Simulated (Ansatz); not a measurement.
SnSe₂: energy above lowest point against volume scale

All results are calculated (Ansatz 0.2.0). Free energy against uniform scaling of the volume at fixed shape and fractions; periodic cell, basis, potentials, k mesh and filling as listed.

The cell before it is scaled or strained (space group P-3m1, No. 164):
```
cell vectors (Å)
   3.8110     0.0000     0.0000
  -1.9055     3.3004     0.0000
   0.0000     0.0000     6.1360
atoms (fractions of the cell vectors)
Sn  0.00000  0.00000  0.00000
Se  0.33333  0.66667  0.24900
Se  0.66667  0.33333  0.75100
```

Settings of every row: functional PBE; dispersion none; potentials PAW; wave cutoff 500 eV; density cutoff 2000 eV; k mesh 6x6x4; k shift 0x0x0; occupations fixed; smearing width 0 eV; spin none; SCF threshold exponent -9.

Limits: a layered crystal: even scaling strains the bonds within the layers, so this curve is stiffer than the crystal under pressure; minimum outside the range.

```csv
row,volume scale,V (Å³/atom),energy above lowest point (meV/atom)
1,0.92,23.668,155.1
2,0.9467,24.355,102.9
3,0.9733,25.039,?
4,1,25.726,34.6
5,1.0267,26.413,15.3
6,1.0533,27.097,4.1
7,1.08,27.784,0
```

Question: what energy above lowest point should row 3 give?

Worked fit of energy above lowest point. Take u = (V_r/V)^(2/3) − 1 with V_r = 26.069 Å³ an atom, which is twice the finite (Eulerian) strain; such expansions in the strain, on which the Birch-Murnaghan equation of state is built, carry the rest volume and the bulk modulus. The shown rows have u = 0.06654, 0.04638, 0.00887, -0.0087, -0.02545, -0.04159. Least squares give energy above lowest point = 23.86 + 1099.6 × u + 12824 × u² + 4386 × u³ meV/atom; a parabola predicts inner rows, each left out in turn, worse (root mean square 0.22 against 0.052 meV/atom). All shown rows lie on it to the printed digit. The withheld row has u = 0.02724, so the fit gives 23.86 + 1099.6 × (0.02724) + 12824 × (0.02724)² + 4386 × (0.02724)³ = 63.4 meV/atom.

The calculation gave 63.4 meV/atom. The fit meets it to the printed digit.
